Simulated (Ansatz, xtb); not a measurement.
# Two isomers of C4H5OPS

Structure I is `COC1=CP=CS1`, a singlet and structure II is `CSC1=COC=P1`, a singlet. Both are isolated molecules in the gas phase, relaxed with r2SCAN-D4/def2-SVP; the shapes shown needn't be the lowest conformers.

I (Å):

```xyz
12

C    -0.5585   -0.8702    1.0477
C    -0.1649    0.8207   -0.5294
C    -0.3602    0.0532   -1.6554
C     0.1940    2.3826   -2.5193
O    -0.2355    0.4804    0.7675
P    -0.1783    0.8655   -3.2231
S     0.2364    2.4942   -0.8057
H    -0.5713   -0.9644    2.1403
H    -1.5511   -1.1317    0.6414
H     0.1987   -1.5535    0.6254
H    -0.6151   -1.0071   -1.5867
H     0.4110    3.3024   -3.0687
```

II (Å):

```yaml
atoms:
  - { symbol: C, position_ang: [-2.9846, -0.4598, 0.1740] }
  - { symbol: C, position_ang: [-0.7297, 0.9282, -0.5801] }
  - { symbol: C, position_ang: [-0.3447, -0.1886, -1.2738] }
  - { symbol: C, position_ang: [1.3930, 1.1385, -1.7377] }
  - { symbol: O, position_ang: [0.8431, -0.0729, -1.9223] }
  - { symbol: P, position_ang: [0.5064, 2.2333, -0.7587] }
  - { symbol: S, position_ang: [-2.1842, 1.1506, 0.3669] }
  - { symbol: H, position_ang: [-3.2244, -0.6626, -0.8815] }
  - { symbol: H, position_ang: [-2.3573, -1.2679, 0.5815] }
  - { symbol: H, position_ang: [-3.9195, -0.4088, 0.7491] }
  - { symbol: H, position_ang: [-0.8240, -1.1577, -1.3987] }
  - { symbol: H, position_ang: [2.3510, 1.2677, -2.2454] }
```

Question: Estimate which is lower in electronic energy at CCSD(T)/def2-SVP + ΔMP2/def2-TZVPP, and by roughly how much.

Answer: The CCSD(T)/def2-SVP + ΔMP2/def2-TZVPP calculation puts structure I lower, by 0.155 eV.

Level by level:

```
                             level            geometry  E(II) − E(I) (eV)  departure from the last row (eV)  job, with rough time for the two
                          GFN2-xTB            GFN2-xTB              −0.055                            −0.210              optimisation, 0.27 s
                         HF/STO-3G            GFN2-xTB              −0.153                            −0.308              single point, 0.38 s
      r2SCAN-D4/def2-SVP//GFN2-xTB            GFN2-xTB              +0.115                            −0.040               single point, 3.7 s
                r2SCAN-D4/def2-SVP  r2SCAN-D4/def2-SVP              +0.104                            −0.051                optimisation, 29 s
                       HF/def2-SVP  r2SCAN-D4/def2-SVP              +0.146                            −0.009           part of the CCSD(T) run
                      MP2/def2-SVP  r2SCAN-D4/def2-SVP              +0.105                            −0.050           part of the CCSD(T) run
                  CCSD(T)/def2-SVP  r2SCAN-D4/def2-SVP              +0.079                            −0.076                      single point
CCSD(T)/def2-SVP + ΔMP2/def2-TZVPP  r2SCAN-D4/def2-SVP              +0.155                                                  single point, 49 s
```

As drawn, both hold the same kinds of bond in the same numbers.

GFN2-xTB, HF/STO-3G put the two in the other order. The largest departure from CCSD(T)/def2-SVP + ΔMP2/def2-TZVPP is that of HF/STO-3G, 0.308 eV. The last row adds to CCSD(T) the change of the MP2 difference between the two basis sets, here +0.076 eV.

With thermal terms from frequencies at re-optimised GFN2-xTB minima (ideal gas, soft modes damped towards free rotors, one conformer each, 298.15 K, 1 atm): the zero-point term adds −0.001 eV; ΔH is +0.157 and ΔG +0.146 eV.

The correlated steps freeze 15 core orbitals. Run with Ansatz 0.2.0, xtb 6.7.1; the last row on 4 threads of Arm Neoverse V1 on a shared host.

Structure I is favoured modestly, and since the bond types match, the preference must come from where sulfur and oxygen sit. In I sulfur is in the ring and oxygen in the side chain; II reverses this. Divalent sulfur generally supports a more aromatic five-membered ring than oxygen, whose tightly held lone pair delocalises less, and it tolerates the narrow ring angle better. Methoxy is also usually the stronger π donor, and its coplanar arrangement in I allows that donation. These effects probably act together, though the energies do not separate them.

The near-agreement of HF/def2-SVP with the final value is largely a cancellation: correlation in the small basis narrows the gap, while basis enlargement widens it again by a similar amount. The reversed sign with HF/STO-3G therefore points to the minimal basis, which lacks polarisation functions for sulfur and phosphorus, rather than to missing correlation. For GFN2-xTB the energy model is at fault, not the geometry, because r2SCAN-D4 gives nearly the same gap at either set of structures.
